Whether the volume of a Ta3Ru crystal under pressure can be worked out with one bulk modulus, or needs one that grows with the load, depends on how hard the crystal is squeezed. The bulk modulus $B$ is the resistance to uniform compression: the pressure increase divided by the fractional loss of volume it causes. With a constant $B$, each further gigapascal removes the same fraction of the volume that is left. The PBEsol results below show where that stops being good enough.

Ta3Ru in the cubic D0_3 (BiF3) structure (Fm-3m), relaxed at each pressure at zero temperature with its symmetry kept. Ansatz 0.2.0, PBEsol, plane-wave PAW, scalar-relativistic, no spin polarisation; cutoff 420 eV, 12×12×12 k mesh at zero pressure, Gaussian smearing of 0.1 eV. Changes are relative to the zero-pressure crystal (conventional a = 6.392 Å).

| pressure (GPa) | volume change (%) | enthalpy change (eV/atom) | a change (%) |
| --- | --- | --- | --- |
| -2 | 0.84 | -0.205 | 0.28 |
| 0 | 0.00 | 0.000 | 0.00 |
| 2 | -0.81 | 0.203 | -0.27 |
| 5 | -1.98 | 0.504 | -0.66 |
| 10 | -3.73 | 0.999 | -1.26 |
| 20 | -6.84 | 1.964 | -2.34 |
| 40 | -11.88 | 3.809 | -4.13 |

The volume change, the enthalpy change and the change of the cell edge $a$ are all counted from the crystal at zero pressure. Between 0 and 2 GPa the crystal loses about 0.4 % of its original volume per gigapascal. Between 20 and 40 GPa it loses only about 0.25 %. Most of this decline is true stiffening, because the volume still left to compress has shrunk by only about a tenth.

The stiffening comes from the balance that sets the size of the crystal. Bonding between the metal atoms, largely through their d electrons, pulls them together. The cost of confining the electrons more tightly, and of pushing them against the filled inner shells, drives the atoms apart. At zero pressure the two cancel. On compression both grow, but the repulsion grows faster and ever more steeply, so each further step inwards needs a larger increase in pressure. This is the standard theory of metals; the table shows the stiffening but doesn't separate the two contributions.

A schematic energy shows why the effect is so general. Let the repulsive energy vary with volume $V$ as $V^{-m}$ and the attractive energy as $-V^{-n}$, with $m$ larger than $n$ and both positive. Differentiating twice gives the bulk modulus, and once more gives its rise with pressure at $p=0$:

$$B'=\frac{dB}{dp}=m+n+2 .$$

This is positive for any such pair of exponents. Many metals have $B'$ near 4, and that value is taken here. It fixes only the sum of the exponents, so neither of them should be read as a property of a particular kind of bond.

The simplest assumption is that $B'$ stays at 4 under load. With $B=B_0+4p$, where $B_0$ is the bulk modulus at zero pressure, the definition $dV/V=-dp/B$ can be integrated at once:

$$\frac{V}{V_0}=\left(1+\frac{4p}{B_0}\right)^{-1/4}.$$

Here $V_0$ is the volume at zero pressure. The rows at −2 and 2 GPa alone give $B_0\approx 242$ GPa. The row at 40 GPa had no part in setting it and can serve as a test:

$$\frac{V}{V_0}=\left(1+\frac{4\times 40}{242}\right)^{-1/4}=(1.66)^{-1/4}\approx 0.881 .$$

The estimate is a loss of 11.9 %, and the full calculation gives 11.88 %. A constant bulk modulus would have predicted 15.2 %, which overstates the shrinkage by more than a quarter.

This answers the practical question. At 5 GPa the constant value overstates the shrinkage by only about 4 %, which a rough estimate can bear. (That run stopped about 1 % above its target pressure, and the comparison uses the pressure it reached.) By 20 GPa the excess is about 16 %, and the rising modulus is needed. The absolute stiffness carries the bias of the functional and of the PAW datasets, which were made for PBE and not for PBEsol, and a hot crystal would be somewhat softer than this one at zero temperature.

The simple law has a weakness of its own at the upper end. From the step between 10 and 20 GPa to the step between 20 and 40 GPa, the average bulk modulus rises from about 305 to 360 GPa. The midpoints of these steps lie 15 GPa apart, so the slope is $(360-305)/15\approx 3.7$, a little below 4. Carried far beyond 40 GPa, the straight rise of $B$ would therefore make the crystal too stiff. A Birch–Murnaghan equation fitted to all seven rows, with both constants free, gives a slope of about 4.1 at zero pressure; the output after this text has the details.

The enthalpy looks much straighter than the volume, and the row at 40 GPa shows why. Enthalpy is $H=E+pV$, where $E$ is the internal energy, and at zero temperature its slope with pressure is simply the volume. A rigid crystal would give a perfectly straight line, reaching 4.08 eV/atom at 40 GPa. The real crystal reaches 3.81 eV/atom. A volume that shrinks by 12 % by the end of the series bends the line only gently.

The same bend can be followed through the two terms of the enthalpy, where the effects of shrinkage partly cancel. At 40 GPa the smaller volume lowers the $pV$ term by 0.48 eV/atom compared with the rigid crystal. The work done in compressing the crystal is stored as internal energy, and this returns 0.22 eV/atom. For a crystal of constant stiffness the share returned would be close to one half, the area of a triangle under a straight line of pressure against shrinkage. Because the real crystal stiffens, that line curves upwards, the area beneath it is smaller, and the share is 45 %.

The row at −2 GPa looks odd at first, because its enthalpy lies below that of the crystal at zero pressure. Negative pressure means a uniform pull, so the $pV$ term is negative, and it outweighs everything else. The internal energy is in fact slightly higher than at zero pressure, by about 0.001 eV/atom. The stretched crystal is therefore not a more stable form of the alloy. It has been moved away from its energy minimum, just as the compressed one has.

For dimensions rather than volumes, the change of $a$ is the useful column. The cell is cubic and was kept so, hence all edges shrink alike and the volume follows the cube of the edge. At 40 GPa each length is 4.13 % shorter. This holds for pressure applied equally from all sides; a press that squeezes along one axis also brings in the resistance to shear.

The same reasoning carries over to other metals. Where $B'$ is similar, what matters is the pressure measured against the metal's own bulk modulus. Sodium, which is far softer, would shrink much more over the same pressures, and its curve would bend early. Tungsten, which is stiffer, would shrink less and stay closer to a straight line. The comparison assumes that the crystal structure survives. For Ta3Ru the symmetry was held fixed, so the smooth curve can't show whether another arrangement of the atoms is more stable, at zero pressure or under load.

Numerical output:

```
bulk modulus at zero pressure from the rows at -2 and 2 GPa, GPa: 242.5
stiffness of each step (from the row above) and volume change in three models:
  row  mid_pressure_GPa  volume_lost_%_per_GPa  B_step_GPa  B0_plus_4p_GPa  straight_line_%  constant_B_%  B_rising_by_4p_%
   -2               n/a                    n/a         n/a             n/a           0.8249        0.8283            0.8423
    0                -1                   0.42       239.1           238.5                0             0                 0
    2                 1                  0.405       245.9           246.5          -0.8249       -0.8215           -0.8083
    5             3.526                 0.3832       257.3           256.6           -2.084        -2.063            -1.982
   10             7.527                 0.3537       274.6           272.6           -4.124        -4.041            -3.746
   20                15                  0.311       304.5           302.5           -8.249        -7.918            -6.881
   40                30                  0.252       359.6           362.5            -16.5        -15.21             -11.9
fit of p on 7 rows: coefficient of F 365.3 +/- 0.53, coefficient of G 34.25 +/- 6.8; rms 0.0151, worst 20 -0.0253, leave-one-out rms 0.101
B at zero pressure from the free Birch-Murnaghan fit, GPa: 243.5
B' from the free Birch-Murnaghan fit: 4.125
enthalpy and its parts in eV/atom:
  row  V0_times_p  p_times_V  internal_energy  enthalpy_of_model
   -2     -0.2038    -0.2055        0.0004943            -0.2046
    0           0          0                0                  0
    2      0.2038     0.2021        0.0008681              0.203
    5      0.5095     0.4994         0.004631             0.5044
   10       1.019     0.9809          0.01809             0.9992
   20       2.038      1.898          0.06556              1.964
   40       4.076      3.591           0.2175              3.808
pV lost by shrinking at 40 GPa, eV/atom: 0.4842
share of that loss given back as internal energy at 40 GPa, %: 44.93
rise of internal energy at -2 GPa from total energies, meV/atom: 0.85
rise of internal energy at 20 GPa from total energies, meV/atom: 65.55
largest miss of the volume model with B rising by 4p, percentage points: 0.04052
largest miss of the enthalpy model, eV/atom: 0.001326
```
